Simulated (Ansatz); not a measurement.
A ladder of methods for GeSiH5Cl (SMILES [SiH3][GeH2][Cl])

GeSiH5Cl: 8 atoms, total charge 0, spin state singlet. As SMILES, `[SiH3][GeH2][Cl]`. The coordinates come from a PBE0-D4/def2-TZVP relaxation.

```xyz
8

Si   -0.8636    0.8273   -0.3025
Ge    0.7383   -0.8820    0.1184
Cl    1.9631   -0.1837    1.7662
H    -1.7449    0.4162   -1.4273
H    -0.1498    2.0787   -0.6589
H    -1.6785    1.0356    0.9202
H     1.7031   -1.1352   -1.0512
H     0.1246   -2.2139    0.5792
```

Each level gives the electronic atomisation energy (eV). The values are calculated. Electronic energies at fixed atoms, without zero-point motion or spin-orbit coupling.

```
             level                    kind  program  value (eV)  CPU time (all runs)
       HF/def2-SVP            Hartree–Fock   Ansatz       16.89                1.7 s
    SVWN5/def2-SVP                     LDA   Ansatz       24.91                3.2 s
     BLYP/def2-SVP                     GGA   Ansatz       21.59                4.8 s
   r2SCAN/def2-SVP                meta-GGA   Ansatz       22.43                 12 s
  r2SCAN0/def2-SVP         hybrid meta-GGA   Ansatz       22.26                9.5 s
CAM-B3LYP/def2-SVP  range-separated hybrid   Ansatz       22.19                5.5 s
    HSE06/def2-SVP  range-separated hybrid   Ansatz       22.02                5.8 s
 PBE-QIDH/def2-SVP           double hybrid   Ansatz       21.81                6.2 s
 RPA@PBE0/def2-SVP                     RPA   Ansatz       20.69                7.6 s
  BCCD(T)/def2-SVP   coupled cluster or CI   Ansatz       21.01                 12 s
```

All-electron rows without a relativistic Hamiltonian named are non-relativistic. Correlated wave functions underbind in double-zeta sets. The values span 16.89 to 24.91 eV. In the correlated wave-function rows the outer d shell of Ge is correlated, in sets not made for it. In so small a basis fixed costs decide the times, and correlated methods can beat functionals. Times are those of the runs behind each value, whatever else they computed, on shared processors of several kinds: orders of magnitude only.

Electron correlation supplies a substantial part of the binding in this molecule. Hartree–Fock gives only 16.89 eV, whereas BCCD(T) gives 21.01 eV. Forming the Si–H, Ge–H, Si–Ge and Ge–Cl bonds pairs electrons that are unpaired in the separated atoms, so the molecule gains more correlation energy than the fragments, and a mean-field treatment misses this gain.

LDA errs the other way, at 24.91 eV. Its local exchange and correlation describe the strongly inhomogeneous densities of free atoms less well than the smoother density of the bonded molecule, and gradient corrections remove much of this imbalance. The remaining functionals fall between 21.59 and 22.43 eV. Within the r2SCAN pair, exact exchange lowers the value only slightly.

The position of these functionals above BCCD(T) doesn't establish that they overbind, nor does closeness to it identify the most accurate one. The totals also leave open how the binding is shared among the bonds, including whether Si–Ge is the weakest link, as would be expected chemically.
